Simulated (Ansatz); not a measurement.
# Zone-centre phonons of TiB2 (AlB2-type) under uniaxial strain along c, PBEsol

The usual rule of thumb says that a stretched crystal vibrates more slowly, so that a line moving down signals tension. We put it to the test on TiB2, a hard metallic ceramic used in coatings and composites, where residual strain may be read from a Raman line. The zone-centre modes are calculated with PBEsol for strains along c between −4 % and +4 %, measured from the relaxed cell at rest, with the basal edges free to respond. The mode that matters most for a Raman reading is E2g, in which neighbouring boron atoms of a sheet move against each other in the plane. The frequencies are harmonic values of the static lattice; measured lines are not compared here.

## How the numbers were made

One crystal, TiB2 (AlB2-type) (known phase). It was then strained (uniaxial, along c) with the free edges and the atoms relaxed; labels give the mode at rest and under strain. The structures stem from measured cells of the Crystallography Open Database, directly or through a relaxation at another level; cell and atoms were relaxed at zero pressure at each row's own level, inside the symmetry of the start, with no thermal or zero-point expansion. Program: Ansatz 0.2.0, plane waves, PBEsol, the program's earlier default PAW potentials, scalar-relativistic without spin-orbit coupling, no spin polarisation. Wave-function cutoff 420 eV (the default for the potentials of each cell); on the k meshes (Γ-centred) the least product of divisions and cell-vector length runs from 45 to 46 Å, relaxations included. Residual pressures at rest stay under 0.01 GPa. Occupations: methfessel-paxton smearing of 0.2 eV. Harmonic modes at natural masses come from linear response (density functional perturbation theory), with the acoustic sum rule imposed. The tabled runs alone: cutoff 420 eV, k length 45 to 46 Å, k mesh 15×15×16. Warnings of the programs on runs behind the rows: symmetry narrowed by cell relaxation (8 rows).

Notes on method and selection:

- Harmonic values at the static lattice; measured values carry thermal expansion and anharmonic shifts at their temperature.
- Modes are followed from row to row by the overlap of their patterns; levels that are degenerate at rest are joined across zero strain by their slopes.
- In cells without a Kohn-Sham gap the frequencies depend on k mesh and smearing; the size of that error was not measured for these rows.
- Runs that did not converge, have known faults or may not be shown are not listed, and runs on Ansatz's PAW sets soft_1 and soft_2 are kept to separate tables.

Columns:

- uniaxial strain (%): uniaxial strain along c, tension positive.
- stress (GPa): stress along the strain, tension positive.
- free-edge strain (%): strain of the first free edge.
- second free edge (%): strain of the second free edge.
- to E1u (cm⁻¹): zone-centre mode to E1u, no LO-TO term.
- to A2u (cm⁻¹): zone-centre mode to A2u, no LO-TO term.
- B1g (cm⁻¹): zone-centre mode B1g, no LO-TO term.
- E2g (cm⁻¹): zone-centre mode E2g, no LO-TO term.

Input lines of one member:

```
kpoints:
  mp_grid: { grid: [15, 15, 16] }
hamiltonian:
  xc: pbesol
  pseudopotentials: { kind: paw, azcp: { folder: soft_1 }, xc_functional: pbe }
scf:
  occupations: { method: methfessel_paxton, width: 0.2 }
output:
  eigenvalues: true
phonons:
  method: dfpt
```

Command (options for logging and memory left out): `ansatz run input.yaml --threads 4 --backend cpu`

## The series

| member | uniaxial strain (%) | stress (GPa) | free-edge strain (%) | second free edge (%) | to E1u (cm⁻¹) | to A2u (cm⁻¹) | B1g (cm⁻¹) | E2g (cm⁻¹) |
| --- | --- | --- | --- | --- | --- | --- | --- | --- |
| −4.0 % | −4 | −19.28 | 0.64 | 0.64 | 556.9 | 573.6 | 588.9 | 869.0 |
| −3.0 % | −3 | −14.18 | 0.47 | 0.47 | 549.9 | 563.2 | 581.6 | 878.3 |
| −2.0 % | −2 | ? | ? | ? | ? | ? | ? | ? |
| −1.0 % | −1 | −4.54 | 0.15 | 0.15 | 535.5 | 541.1 | 567.5 | 893.8 |
| +0.0 % | 0 | ? | ? | ? | ? | ? | ? | ? |
| +1.0 % | 1 | 4.36 | −0.14 | −0.14 | 520.3 | 517.5 | 556.2 | 907.1 |
| +2.0 % | 2 | 8.56 | −0.28 | −0.28 | 512.1 | 505.0 | 551.1 | 912.6 |
| +3.0 % | 3 | 12.58 | −0.41 | −0.41 | 503.6 | 492.2 | 546.0 | 917.8 |
| +4.0 % | 4 | 16.44 | −0.53 | −0.53 | 494.9 | 479.0 | 540.8 | 923.0 |

Cells marked ? are withheld until the estimate has been made.

Least-squares fits to the members shown, with x = uniaxial strain (%); R² and errors in the fitted variable (y, or ln y where the fit is in ln y):

| y | members | fit | R² | rms residual | leave-one-out rms | the same for the mean of the others |
| --- | --- | --- | --- | --- | --- | --- |
| E2g (cm⁻¹) | 7 | y = 898.3 + 6.721 x | 0.99 | 1.7 | 2.7 | 22 |
| B1g (cm⁻¹) | 7 | y = 563.4 − 5.985 x | 1.00 | 1.2 | 1.7 | 20 |

## Mechanism

Three of the four modes obey the rule. From −4 % to +4 % A2u falls by 94.6 cm⁻¹, E1u by 62.0 and B1g by 48.1. The first two move titanium against boron, along c and in the plane; B1g buckles the boron sheets. All three feel the Ti–B contacts, which lengthen and weaken as c grows.

E2g does the opposite and rises in every step shown. Between −1 % and +1 % its slope is (907.1 − 893.8) / 2 = 6.65 cm⁻¹ per % of strain. Tension along c draws the basal plane in, and the B–B bond, whose length is a/√3, shortens in the same proportion. Over that interval the bond shortens by 0.29 % while the frequency rises by 13.3 / 900.5 = 1.48 %, about five times as much. A stiff covalent bond typically gives a factor of roughly 3 to 4, so the shorter bond can account for much of the rise. Weaker Ti–B coupling may shift charge within the boron sheet and add to it, a possibility that these columns do not test.

The E2g line is also curved. One per cent of strain is worth 9.3 cm⁻¹ between −4 % and −3 %, but 5.2 between +3 % and +4 %. The basal edge responds less as well, by 0.17 % and 0.12 % in the same two steps, which may account for part of the bend. A single linear calibration therefore misjudges large strains.

No doublet splits, because strain along c keeps the hexagonal symmetry. What changes is the distance between E1u and A2u: A2u lies 5.6 cm⁻¹ above E1u at −1 % and 2.8 below it at +1 %, so the two exchange order close to rest.

For a uniaxial load along c with free sides, an upward shift of E2g thus means tension. Under hydrostatic load, where the B–B bond shortens on compression, the same shift would normally mean pressure.

## Estimating the withheld member

Plain estimates from the members shown:

- +0.0 %, fit at x = 0: 898.3 cm⁻¹
- +0.0 %, straight-line interpolation between −1.0 % and +1.0 %: w = (0 − (−1)) / (1 − (−1)) = 0.500, so 893.8 + 0.500 × (907.1 − 893.8) = 900.5 cm⁻¹
- −2.0 %, fit at x = −2: 884.9 cm⁻¹
- −2.0 %, straight-line interpolation between −3.0 % and −1.0 %: w = (−2 − (−3)) / (−1 − (−3)) = 0.500, so 878.3 + 0.500 × (893.8 − 878.3) = 886.0 cm⁻¹

The straight-line fit ignores the curvature and gives 898.3 cm⁻¹ at rest, below the 900.5 from the two neighbours. Interpolation between neighbours is the better start, but a chord lies under a curve that bends downwards, so both withheld values should sit slightly above their chords.

We take the curvature from the table by passing a cubic through the two nearest shown rows on each side. For both members the weights are −0.05, 0.5, 0.75 and −0.2:

- At rest, from −3, −1, +1 and +2 %: −0.05 × 878.3 + 0.5 × 893.8 + 0.75 × 907.1 − 0.2 × 912.6 = 900.8 cm⁻¹.
- At −2 %, from +1, −1, −3 and −4 %: −0.05 × 907.1 + 0.5 × 893.8 + 0.75 × 878.3 − 0.2 × 869.0 = 886.5 cm⁻¹.

The shifts from the chords are only 0.3 and 0.4 cm⁻¹. Nothing in the stress or edge columns suggests a jump that would call for more.

The same construction can be tried on the three shown members that have two other shown rows on each side. The weights change with the spacing of the rows:

- At +2 %, from −1, +1, +3 and +4 %: −0.05 × 893.8 + 0.5 × 907.1 + 0.75 × 917.8 − 0.2 × 923.0 = 912.6 (table 912.6).
- At +1 %, from −3, −1, +2 and +3 %: the weights −1/15, 1/3, 16/15 and −1/3 give a value 0.2 cm⁻¹ below the table's 907.1.
- At −1 %, from −4, −3, +1 and +2 %: the weights −0.4, 0.9, 0.9 and −0.4 give a value 0.4 cm⁻¹ above the table's 893.8.

The root mean square of these misses is 0.3 cm⁻¹, which we take as one standard deviation for both estimates.

**Committed estimate, +0.0 %: E2g = 900.8 ± 0.3 cm⁻¹.**  
**Committed estimate, −2.0 %: E2g = 886.5 ± 0.3 cm⁻¹.**

## Outcome

| member | uniaxial strain (%) | stress (GPa) | free-edge strain (%) | second free edge (%) | to E1u (cm⁻¹) | to A2u (cm⁻¹) | B1g (cm⁻¹) | E2g (cm⁻¹) |
| --- | --- | --- | --- | --- | --- | --- | --- | --- |
| −2.0 % | −2 | −9.25 | 0.31 | 0.31 | 542.8 | 552.3 | 574.3 | 886.3 |
| +0.0 % | 0 | 0.00 | 0.00 | 0.00 | 528.0 | 529.5 | 561.6 | 900.8 |

| member | estimate | E2g (cm⁻¹) | computed | estimate − computed | miss in error bars |
| --- | --- | --- | --- | --- | --- |
| +0.0 % | committed | 900.8 | 900.8 | 0.0 | 0.0 |
| +0.0 % | fit | 898.3 | 900.8 | −2.5 |  |
| +0.0 % | interpolation | 900.5 | 900.8 | −0.3 |  |
| −2.0 % | committed | 886.5 | 886.3 | +0.2 | 0.7 |
| −2.0 % | fit | 884.9 | 886.3 | −1.4 |  |
| −2.0 % | interpolation | 886.0 | 886.3 | −0.2 |  |

Both estimates fell inside their error bars. At rest the calculation gives 900.8 cm⁻¹, as estimated; at −2 % it gives 886.3, against our 886.5 ± 0.3. The straight-line fit missed by 2.5 and 1.4 cm⁻¹. Interpolation between neighbours missed by only 0.3 and 0.2, so the cubic gained something at rest and nothing of note at −2 %.

The argument from curvature had the right sign in both cases, since both values lie above their chords. This confirms a smooth curve, but not its cause.

The new rows do allow a closer look at the basal contraction. From −4 % to −2 % E2g rises by 17.3 cm⁻¹ while the edge strain falls by 0.33 %, or 52 cm⁻¹ per % of B–B shortening. From +2 % to +4 % it is 10.4 / 0.25 = 42. The weaker edge response under tension can therefore account for only part of the bend. A change in Ti–B coupling or in the charge on the boron sheet may supply the rest.

## Where the trend breaks

Least-squares fits to the whole series, with x = uniaxial strain (%); R² and errors in the fitted variable (y, or ln y where the fit is in ln y):

| y | members | fit | R² | rms residual | leave-one-out rms | the same for the mean of the others |
| --- | --- | --- | --- | --- | --- | --- |
| E2g (cm⁻¹) | 9 | y = 898.7 + 6.673 x | 0.99 | 1.7 | 2.5 | 19 |
| B1g (cm⁻¹) | 9 | y = 563.1 − 5.948 x | 0.99 | 1.2 | 1.7 | 17 |

Largest departures from the fit to the whole series:

| member | E2g (cm⁻¹) | fit | computed − fit | in rms residuals |
| --- | --- | --- | --- | --- |
| −4.0 % | 869.0 | 872.0 | −3.0 | 1.7 |
| +4.0 % | 923.0 | 925.4 | −2.4 | 1.4 |
| +0.0 % | 900.8 | 898.7 | +2.1 | 1.2 |
| −1.0 % | 893.8 | 892.0 | +1.8 | 1.0 |

No single member stands out. The largest departures from the straight line, −3.0 cm⁻¹ at −4 % and −2.4 at +4 %, lie below it at the two ends, while the rows at rest and at −1 % lie above it by 2.1 and 1.8. That is the pattern of a line laid through a smoothly bending curve, and it calls for no separate cause in any one cell.

## Closing remarks

With x the strain along c in %, E2g follows 900.8 + 6.65 x − 0.30 x² cm⁻¹. The slope comes from the ±1 % rows and the curvature from the rest and ±4 % rows. Over all nine rows, including those that set the coefficients, the typical miss is 0.2 cm⁻¹; the mean of the other rows misses by 19. So a new member within ±4 % can be estimated to a few tenths.

Between −1 % and +1 % the line moves by 13.3 / (4.36 + 4.54) = 1.49 cm⁻¹ per GPa: an upward shift of 1 cm⁻¹ means about 0.67 GPa of tension along c, provided the sides are free. A splitting of E2g would instead point to strain that breaks the hexagonal symmetry.

Thermal expansion and anharmonicity, left out here, usually lower such a line. At room temperature the effect may be of the order of 10 cm⁻¹, a rough expectation and not a result of this series. That is comparable with the shift from 1 % of strain, so shifts should be read from an unstrained sample at the same temperature.

[Logs are printed without paths, hosts, clocks, repeated set-up lines and the standing remarks that a program may print on its own settings, such as how far it seeks lower states.]
